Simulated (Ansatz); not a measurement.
TePb: the change of energy above lowest point with volume scale

Free energy against uniform scaling of the volume at fixed shape and fractions; periodic cell, basis, potentials, k mesh and filling as listed. The results are calculated, by Ansatz 0.2.0.

The cell before it is scaled or strained (space group Fm-3m, No. 225):
```
CELL_PARAMETERS angstrom
0.00000 3.23100 3.23100
3.23100 0.00000 3.23100
3.23100 3.23100 0.00000
ATOMIC_POSITIONS crystal
Te 0.50000 0.50000 0.50000
Pb 0.00000 0.00000 0.00000
```

Settings of every row: functional PBE; dispersion none; potentials PAW; wave cutoff 500 eV; density cutoff 2000 eV; k mesh 5x5x5; k shift 0x0x0; occupations fixed; smearing width 0 eV; spin none.

Limits: no spin-orbit coupling, which can matter with elements this heavy.

| row | volume scale | V (Å³/atom) | energy above lowest point (meV/atom) |
| --- | --- | --- | --- |
| 1 | 0.94 | 31.706 | 57.7 |
| 2 | 0.96 | 32.38 | 37.1 |
| 3 | 0.98 | 33.055 | 21.6 |
| 4 | 1 | 33.73 | 10.5 |
| 5 | 1.02 | 34.404 | 3.5 |
| 6 | 1.04 | 35.079 | ? |
| 7 | 1.06 | 35.753 | 0 |

Question: what energy above lowest point should row 6 give?

Worked fit of energy above lowest point. Take u = (V_r/V)^(2/3) − 1 with V_r = 33.392 Å³ an atom, which is twice the finite (Eulerian) strain; such expansions in the strain, on which the Birch-Murnaghan equation of state is built, carry the rest volume and the bulk modulus. The shown rows have u = 0.03514, 0.02073, 0.00679, -0.00669, -0.01971, -0.04452. Least squares give energy above lowest point = 15.52 + 823.5 × u + 10678 × u² meV/atom; a straight line predicts inner rows, each left out in turn, worse (root mean square 6.7 against 0.074 meV/atom). The rows lie off it by 0.1, -0.1, 0.0, 0.0, 0.1, 0.0. Its lowest point lies at u = -0.0386, or V = 35.42 Å³ an atom, and the curvature there gives the bulk modulus at fixed shape and fractions, B = (4/9)(1 + u)² E″(u)/V = 39.7 GPa. The withheld row has u = -0.03232, so the fit gives 15.52 + 823.5 × (-0.03232) + 10678 × (-0.03232)² = 0.1 meV/atom.

The calculation gave 0.1 meV/atom. The fit meets it to the printed digit.
